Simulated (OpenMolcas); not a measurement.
C2HCl2Si (SMILES C#C[Si](Cl)Cl): methods side by side

C2HCl2Si has 6 atoms, charge 0, and is taken as a doublet. As SMILES, `C#C[Si](Cl)Cl`. The shape is that of a PBE0-D4/def2-TZVP optimisation.

| atom | x (Å) | y (Å) | z (Å) |
| --- | --- | --- | --- |
| C | 1.3245 | 0.4835 | 1.1115 |
| C | 0.5215 | 0.0954 | 0.2972 |
| Si | -0.5044 | -0.5838 | -1.0218 |
| Cl | -1.9140 | -1.8306 | -0.2261 |
| Cl | -1.4060 | 0.9370 | -2.0463 |
| H | 2.0204 | 0.8345 | 1.8394 |

Each level gives the energy change with the C2–Si3 bond stretched from 1.804 to 2.345 Å (eV). The values are calculated.

| level | kind | program | value (eV) | CPU time (all runs) |
| --- | --- | --- | --- | --- |
| USVWN5/cc-pVDZ | LDA | OpenMolcas | 1.40 | 36 s |
| UBLYP/cc-pVDZ | GGA | OpenMolcas | 1.16 | 65 s |
| UPBE/cc-pVDZ | GGA | OpenMolcas | 1.26 | 64 s |
| U-r2SCAN/cc-pVDZ | meta-GGA | OpenMolcas | 1.39 | 89 s |
| UM06-L/cc-pVDZ | meta-GGA | OpenMolcas | 1.38 | 89 s |
| UB3LYP/cc-pVDZ | global hybrid | OpenMolcas | 1.32 | 65 s |
| UM06-2X/cc-pVDZ | hybrid meta-GGA | OpenMolcas | 1.41 | 80 s |
| UPBE0/cc-pVDZ | global hybrid | OpenMolcas | 1.42 | 62 s |

The first shape isn't each level's own minimum. The values span 1.16 to 1.42 eV. Times are those of the runs behind each value, whatever else they computed, on shared processors of several kinds: orders of magnitude only.

Every functional finds a substantial cost for stretching the C–Si bond, as expected for a strong, polar σ bond. The alkynyl carbon contributes an sp hybrid whose high s character holds the shared pair close to the nucleus, and the electronegativity difference from silicon adds ionic attraction. The Si centre is pyramidal, in keeping with a silyl radical whose unpaired electron sits in an orbital with appreciable 3s character, favoured by the electron-withdrawing chlorines.

The two GGAs give the softest bond. Adding exact exchange raises the cost from 1.16 to 1.32 eV between BLYP and B3LYP, and from 1.26 to 1.42 eV between PBE and PBE0, probably because semilocal exchange overstabilises the stretched arrangement. The step from M06-L to M06-2X is much smaller. LDA's closeness to the hybrids is no sign of equal quality, since LDA commonly overbinds. The values describe resistance to a finite stretch, not the dissociation energy, as the bond is still far from broken at the longer distance.
